This hexagonal TaN cell can change in three ways without losing its symmetry. Its volume V can change, the ratio c/a of its edges can change, and the N atoms can slide along fixed lines in their plane; the Ta atoms are held in place by symmetry. A crystal that is free to relax under pressure uses the last two freedoms at every volume, until the stress is equal in all directions and no force is left on N. Uniform scaling uses only the first freedom, so it can meet the other two conditions only by accident.

TaN (P-62m, 6 atoms per cell), scaled uniformly at fixed fractional positions, computed with Ansatz 0.2.0: all-electron LAPW, PBEsol, scalar-relativistic, no spin polarisation, 6×6×9 k mesh, Fermi–Dirac smearing of 0.01 eV, basis error target 1 meV/atom. Pressure is positive in compression; energies are free energies less those of spherical, unpolarised free atoms.

| volume (Å³/atom) | c/a | shortest distance (Å) | pressure (GPa) | energy less free atoms (eV/atom) |
| --- | --- | --- | --- | --- |
| 10.663 | 0.5602 | 2.000 | 18.502 | -10.852 |
| 10.890 | 0.5602 | 2.014 | 10.272 | -10.872 |
| 11.117 | 0.5602 | 2.028 | 2.867 | -10.881 |
| 11.230 | 0.5602 | 2.034 | -0.551 | -10.882 |
| 11.457 | 0.5602 | 2.048 | -6.868 | -10.877 |
| 11.571 | 0.5602 | 2.055 | -9.785 | -10.871 |
| 11.798 | 0.5602 | 2.068 | -15.175 | -10.853 |
| 12.024 | 0.5602 | 2.081 | -20.020 | -10.828 |

The second column shows the restriction directly: c/a is the same in every row. The shortest distance grows from 2.000 to 2.081 Å, but only because the whole cell was enlarged, and no atom has looked for a better place. The pressures and energies are therefore sound results for a path that the real crystal would not follow exactly. The question is how a reader can notice this, and how much it matters.

**Compressed cells, 10.663 to 11.117 Å³/atom.** Here the pressure drops from 18.5 to 2.9 GPa while the energy falls towards its minimum. An obvious test is whether the two columns agree, since pressure is the slope of the energy with its sign reversed. They do: over the whole table, the energy steps worked out from the pressures match the listed ones to within 0.4 meV/atom, less than the last printed digit.

That agreement can't reveal the fault. Scaling keeps each N atom at the same fraction of the cell edges, and the force on N tells how steeply the energy would change with that fraction. Since the fraction stays fixed, this force does no work along the path. Energy and pressure therefore agree with each other, even though both can differ from those of the relaxed crystal. The force has to be looked up separately, and in the smallest cell it is 0.28 eV/Å on each N atom.

The surroundings of N suggest why the force appears. Each N atom has one short contact to Ta and four that are longer; the short one is about 6% below the others. Scaling shortens all five by the same fraction, but a short bond and a longer one need not stiffen at the same rate. The pull of the one and the joint pull of the four then balance at one volume and drift apart on either side. This is an argument from the geometry, since the calculation doesn't divide the force among the bonds.

A spring model gives the size of the error. If N is held by a restoring constant k, a force F moves it by F/k and lowers the energy by F²/(2k). The value of k was not calculated, so take roughly 10 eV/Å² as an assumption. With F = 0.28 eV/Å, the atom would move about 0.03 Å and gain about 0.004 eV. Half of the atoms are N, so the gain is about 2 meV per atom of the crystal, good only as an order of magnitude. The smallest cell lies 30 meV/atom above the lowest row, so the error is modest but not negligible.

**Through zero pressure, 11.117 to 11.230 Å³/atom.** The energies of these two rows differ by only 0.001 eV/atom, a single step of the last printed digit. These two rounded energies alone therefore place the minimum poorly. The pressure changes by more than 3 GPa between the same rows and puts the zero at 11.21 Å³/atom. Near a minimum the energy is flat while its slope changes steadily, which makes the slope the better pointer.

The depth of the minimum needs a different caution. The energies are counted from free atoms that were forced to be spherical and without spin. Real N and Ta atoms have unpaired electrons and lie lower in energy, so −10.882 eV/atom exaggerates the binding and is not a cohesive energy. The offset is the same in every row and leaves the shape of the curve untouched.

**Just beyond the minimum, 11.230 to 11.457 Å³/atom.** Between these rows the force on N passes through zero, at 11.37 Å³/atom, and then reverses. The pressure is already negative there. A cell at zero pressure on this path is thus not quite at rest: at 11.230 Å³/atom a force of about 0.05 eV/Å remains on N.

The volume at which the force vanishes is almost that of the unscaled cell, 11.34 Å³/atom, from which all rows were made. The N positions evidently suit that cell, although the present functional finds it under a tension of nearly 4 GPa. That tension is interpolated between neighbouring rows, because the table is a selection of the runs and has no row for the unscaled cell itself. The records give the source of the cell as entry 2106407 of the Crystallography Open Database. Most structures in that collection were measured, so this one probably was too.

The other neglected freedom has its own balance point. The stresses in the plane and along the axis become equal near 10.75 Å³/atom, among the compressed cells. Since the force on N vanishes at a different volume, no point of the path within the table meets both conditions, and so none lies exactly on the relaxed curve. Neither the forces nor the stresses were tested for convergence with the k mesh, so both balance points are approximate.

**Expanded cells, 11.457 to 12.024 Å³/atom.** With these rows added, a simpler approximation fails in plain sight. If the crystal had a constant bulk modulus, meaning a fixed resistance to each per cent of volume change, the pressure would be a straight line in ln V. Instead, the modulus between neighbouring rows falls all the way down the table, from 391 GPa at the compressed end to 255 GPa at the expanded end. Stretched bonds resist further stretching less, so the straight line misses the pressures by about 1 GPa on average, and by as much as 1.5 GPa in the smallest cell.

The Murnaghan equation cures this by letting the modulus rise linearly with the pressure, from a finite value at zero pressure. Fitted to the pressures of all eight rows with three adjustable numbers, it misses them by about 0.01 GPa and gives a modulus of 331 GPa at zero pressure. The output printed below compares the two fits and lists the forces and stress differences. The close fit shows that the path is smooth, but it can't show that the path is the right one.

The modulus is where the frozen geometry does its lasting harm. At each volume, letting N move can only lower the energy. The gain is zero at 11.37 Å³/atom, where the force vanishes, and grows towards both ends of the table. Subtracting such a gain leaves a flatter energy curve, and a flatter curve means a softer crystal.

With the same assumed spring, the softening is of the order of 10 GPa, a few per cent of the fitted modulus. The estimate goes as 1/k, so a spring twice as stiff, which is quite plausible for N in so stiff a crystal, would halve it. Letting c/a adjust as well would lower the energy further. That contribution was not estimated, but it is expected to be the smaller one, since the stress difference changes by only about 2.5 GPa across the table while the pressure changes by almost 40 GPa. The value of 331 GPa should therefore be read as the stiffness of a cell with frozen N positions and a frozen shape, probably somewhat above that of the relaxed crystal at the same level of theory. Spin–orbit coupling, which may matter for Ta, is also absent, and its effect on the modulus is untested.

For someone who needs a stiffness from such a curve, the useful check is the list of forces and stress components at both ends of the volume range, where the neglect shows most clearly in the forces. The same counting tells where to expect trouble in other crystals. In the rock-salt structure, symmetry fixes every atom and the cubic shape, so uniform scaling leaves nothing to relax as long as that symmetry holds. Wherever an atom can slide or an edge ratio can change, a smooth pressure curve has to be backed by vanishing forces and by a stress that is equal in all directions, at every volume and not just at one.

Printed output of the fit:

```
Signs of a constrained path:
     row  N force eV/A  in-plane less axial stress GPa  modulus of step from row before GPa
  10.663        0.2839                         -0.2127                                  n/a
   10.89        0.1869                          0.3272                                390.7
  11.117       0.09536                          0.8223                                358.9
   11.23       0.05156                           1.052                                  338
  11.457      -0.03222                           1.474                                315.7
  11.571      -0.07227                           1.666                                294.6
  11.798       -0.1489                           2.018                                277.4
  12.024        -0.221                           2.331                                255.3
Volume of zero mean pressure (A^3/atom): 11.21
Volume of zero N force (A^3/atom): 11.37
Volume of equal in-plane and axial stress (A^3/atom): 10.75
Volume of the unscaled cell (A^3/atom): 11.34
Pressure interpolated at the unscaled cell (GPa): -3.713
fit of pressure on 8 rows: coefficient of x**s 73.81 +/- 0.032, constant -77.6 +/- 0.033, s 4.267; rms 0.0119, worst 10.89 -0.018, leave-one-out rms 0.0293
fit of pressure on 8 rows: coefficient of log(x) 319.9 +/- 10, constant -2.823 +/- 0.38; rms 0.94, worst 10.663 -1.53, leave-one-out rms 1.49
Murnaghan bulk modulus at zero pressure on this path (GPa): 331.1
Largest miss of energy step from pressure (meV/atom): 0.3838
Energy of smallest cell above lowest row (meV/atom): 30
Short Ta-N contact below the four longer ones (percent): 5.621
Order of energy gained by moving N in smallest cell (meV/atom): 2.015
Order of softening of the modulus by moving N (GPa): 12.62
```
